**Vertical electron affinity of bent WS₂ from HF to CCSD(T): diagnosing unbalanced references**

The table holds the vertical electron affinity of singlet WS₂ at HF, PBE-D4, r2SCAN-D4, PBE0-D4, CCSD and CCSD(T), all in def2-TZVPD at one geometry. The program fits nothing: it works out the spread and order of the levels, the steps of the correlation series, the split of the correlation energy between neutral and anion, and orbital counts by symmetry. One parameter-free estimate turns the anion's ⟨S²⟩ of 1.619 into an α–β overlap of 0.36 and a quartet weight of 0.29, assuming a single broken pair. The output shows a spread of 0.904 eV with HF highest, a larger correlation energy for the neutral than for the anion, and a triples step 0.45 times the CCSD step. These features mark CCSD(T) as unsettled for this molecule rather than as a benchmark.

Vertical electron affinity of bent WS₂ from Hartree–Fock, density functionals and coupled cluster in the def2-TZVPD basis, computed with Ansatz 0.2.0; the GFN-xTB gaps quoted in the text are from tblite 0.8.0. The neutral (charge 0, singlet) and the anion (charge −1, doublet) share one fixed PBE-D4/def2-TZVP geometry.

## Program and output

```python
# Table: vertical electron affinity (eV) of bent WS2, singlet -> doublet anion (Ansatz), at HF, PBE-D4,
# r2SCAN-D4, PBE0-D4, CCSD, CCSD(T), all def2-TZVPD. Tested: spread, order, steps of the correlation
# series, correlation split between neutral and anion, and one estimate from the anion S^2.
T = {
    'result_level': ['HF/def2-TZVPD', 'PBE-D4/def2-TZVPD', 'r2SCAN-D4/def2-TZVPD', 'PBE0-D4/def2-TZVPD', 'CCSD/def2-TZVPD', 'CCSD(T)/def2-TZVPD'],
    'result_electron_affinity': [2.772, 2.063, 2.481, 2.37, 2.148, 1.868],  # eV
}
import numpy as np
from scipy.constants import physical_constants as pc
EA = {k.split('/')[0]: v for k, v in zip(T['result_level'], T['result_electron_affinity'])}
# Further outputs of the same runs, typed (eV, Angstrom); index 0 = neutral (RHF), 1 = anion (UHF)
Etot = np.array([-23462.6322, -23464.4998]); Eref = np.array([-23441.3273, -23444.0989])
ss = np.array([-6.197985, -5.932805]); op = np.array([-14.16085, -13.32321])
ccsd_an = -19.10369; S2 = 1.619287; t1 = [0.066595, 0.042013]; nel = np.array([26, 27])
W, Sa, Sb = np.array([[0.83, 0.10, 0.01], [-0.22, -1.70, 0.34], [-0.61, 1.59, -0.36]])
xtb = {'GFN1': (-260.499261, -266.58762, -9.358581, -9.212831),
       'GFN2': (-241.852541, -249.519011, -11.02355, -10.85969)}
occN = np.array([10, 2, 3, 8]); occA = np.array([10, 2, 4, 8])  # alpha, a1 a2 b1 b2
a, b = Sa - W, Sb - W
n = np.linalg.norm
print(f"geometry: W-S {n(a):.2f}, {n(b):.2f} A; S..S {n(a-b):.2f} A; angle {np.degrees(np.arccos(a@b/n(a)/n(b))):.0f} deg")
print("rounding: 0.0005 eV per table value, 0.001 eV per difference")
print("level: EA, EA - CCSD(T), EA - CCSD (eV), % above CCSD(T)")
c = EA['CCSD(T)']
for k in sorted(EA, key=EA.get):
    print(f"  {k:10s} {EA[k]:.3f} {EA[k]-c:+.3f} {EA[k]-EA['CCSD']:+.3f} {100*(EA[k]/c-1):5.1f} %")
dft = [EA[k] for k in EA if k.endswith('D4')]
print(f"spread, all levels {max(EA.values())-min(EA.values()):.3f} eV; three functionals {max(dft)-min(dft):.3f} eV")
print(f"PBE0 - PBE {EA['PBE0-D4']-EA['PBE-D4']:+.3f} eV; r2SCAN - PBE {EA['r2SCAN-D4']-EA['PBE-D4']:+.3f} eV; r2SCAN - PBE0 {EA['r2SCAN-D4']-EA['PBE0-D4']:+.3f} eV")
hf = Eref[0] - Eref[1]
print(f"EA from raw energies: HF {hf:.3f}, CCSD(T) {Etot[0]-Etot[1]:.3f} eV")
mp2 = ss + op; ea_mp2 = hf + mp2[0] - mp2[1]
s1 = EA['CCSD'] - EA['HF']; s2 = c - EA['CCSD']
print(f"series: HF {EA['HF']:.3f}, MP2 {ea_mp2:.3f} (from outputs), CCSD {EA['CCSD']:.3f}, CCSD(T) {c:.3f} eV")
print(f"steps: HF->MP2 {ea_mp2-EA['HF']:+.3f}, MP2->CCSD {EA['CCSD']-ea_mp2:+.3f}, CCSD->CCSD(T) {s2:+.3f} eV")
print(f"HF->CCSD {s1:+.3f} eV; HF->CCSD(T) {s1+s2:+.3f} eV; triples step / CCSD step {s2/s1:.2f}")
print(f"triples step is {100*abs(s2)/c:.0f} % of the CCSD(T) affinity; range MP2 to CCSD {EA['CCSD']-ea_mp2:.3f} eV")
tot = Etot - Eref
cc = np.array([ccsd_an + EA['CCSD'] - hf, ccsd_an]); tr = tot - cc
print("correlation energy (eV): neutral, anion, neutral - anion")
for lab, v in [('MP2 same spin', ss), ('MP2 opposite spin', op), ('MP2 total', mp2),
               ('CCSD (neutral derived)', cc), ('triples (derived)', tr), ('CCSD(T) total', tot)]:
    print(f"  {lab:24s} {v[0]:8.3f} {v[1]:8.3f} {v[0]-v[1]:+.3f}")
print(f"opposite-spin share of the MP2 shift {100*(op[0]-op[1])/(mp2[0]-mp2[1]):.0f} %")
print(f"correlated electrons {nel[0]}, {nel[1]}; correlation per electron {tot[0]/nel[0]:.3f}, {tot[1]/nel[1]:.3f} eV")
print(f"triples share of correlation: neutral {100*tr[0]/tot[0]:.1f} %, anion {100*tr[1]/tot[1]:.1f} %")
print(f"neutral-anion difference / mean size: CCSD {200*abs(cc[0]-cc[1])/abs(cc.sum()):.1f} %, triples {200*abs(tr[0]-tr[1])/abs(tr.sum()):.1f} %")
print(f"T1: neutral {t1[0]:.3f} (RHF), anion {t1[1]:.3f} (UHF), ratio {t1[0]/t1[1]:.2f}")
ex = S2 - 0.75
print(f"anion S^2 {S2:.3f}, pure doublet 0.750, excess {ex:.3f}; one fully broken pair gives 1.750")
print(f"one-pair estimate: alpha-beta overlap {np.sqrt(1-ex):.2f}; quartet weight {ex/3:.2f} (fully broken 0.33)")
filled = np.array([4, 1, 1, 4]) + np.array([2, 0, 1, 1]) + np.array([3, 1, 1, 3])  # S 1s2s2p, W 5s5p, S 3s3p
print(f"orbitals a1 a2 b1 b2: neutral {occN.tolist()}, S cores + W 5s5p + S 3s3p {filled.tolist()}")
print(f"left over: neutral {(occN-filled).tolist()}, anion alpha {(occA-filled).tolist()}, anion beta {(occN-filled).tolist()}")
kT = pc['Boltzmann constant in eV/K'][0] * 300
for k, (e0, e1, h, l) in xtb.items():
    print(f"{k}-xTB: neutral gap {l-h:.3f} eV = {(l-h)/kT:.1f} kT at 300 K; raw EA {e0-e1:.2f} eV (shifted scale)")
assert max(EA, key=EA.get) == 'HF' and min(EA, key=EA.get) == 'CCSD(T)'
assert ea_mp2 < c < EA['CCSD'] < EA['HF'] and EA['PBE-D4'] < EA['PBE0-D4'] < EA['r2SCAN-D4']
assert abs(hf - EA['HF']) < 1e-3 and abs(Etot[0] - Etot[1] - c) < 1e-3
assert tot[0] < tot[1] and 0 < ex < 1
```

Printed output:

```
geometry: W-S 2.11, 2.10 A; S..S 3.39 A; angle 107 deg
rounding: 0.0005 eV per table value, 0.001 eV per difference
level: EA, EA - CCSD(T), EA - CCSD (eV), % above CCSD(T)
  CCSD(T)    1.868 +0.000 -0.280   0.0 %
  PBE-D4     2.063 +0.195 -0.085  10.4 %
  CCSD       2.148 +0.280 +0.000  15.0 %
  PBE0-D4    2.370 +0.502 +0.222  26.9 %
  r2SCAN-D4  2.481 +0.613 +0.333  32.8 %
  HF         2.772 +0.904 +0.624  48.4 %
spread, all levels 0.904 eV; three functionals 0.418 eV
PBE0 - PBE +0.307 eV; r2SCAN - PBE +0.418 eV; r2SCAN - PBE0 +0.111 eV
EA from raw energies: HF 2.772, CCSD(T) 1.868 eV
series: HF 2.772, MP2 1.669 (from outputs), CCSD 2.148, CCSD(T) 1.868 eV
steps: HF->MP2 -1.103, MP2->CCSD +0.479, CCSD->CCSD(T) -0.280 eV
HF->CCSD -0.624 eV; HF->CCSD(T) -0.904 eV; triples step / CCSD step 0.45
triples step is 15 % of the CCSD(T) affinity; range MP2 to CCSD 0.479 eV
correlation energy (eV): neutral, anion, neutral - anion
  MP2 same spin              -6.198   -5.933 -0.265
  MP2 opposite spin         -14.161  -13.323 -0.838
  MP2 total                 -20.359  -19.256 -1.103
  CCSD (neutral derived)    -19.727  -19.104 -0.624
  triples (derived)          -1.578   -1.297 -0.280
  CCSD(T) total             -21.305  -20.401 -0.904
opposite-spin share of the MP2 shift 76 %
correlated electrons 26, 27; correlation per electron -0.819, -0.756 eV
triples share of correlation: neutral 7.4 %, anion 6.4 %
neutral-anion difference / mean size: CCSD 3.2 %, triples 19.5 %
T1: neutral 0.067 (RHF), anion 0.042 (UHF), ratio 1.59
anion S^2 1.619, pure doublet 0.750, excess 0.869; one fully broken pair gives 1.750
one-pair estimate: alpha-beta overlap 0.36; quartet weight 0.29 (fully broken 0.33)
orbitals a1 a2 b1 b2: neutral [10, 2, 3, 8], S cores + W 5s5p + S 3s3p [9, 2, 3, 8]
left over: neutral [1, 0, 0, 0], anion alpha [1, 0, 1, 0], anion beta [1, 0, 0, 0]
GFN1-xTB: neutral gap 0.146 eV = 5.6 kT at 300 K; raw EA 6.09 eV (shifted scale)
GFN2-xTB: neutral gap 0.164 eV = 6.3 kT at 300 K; raw EA 7.67 eV (shifted scale)
```
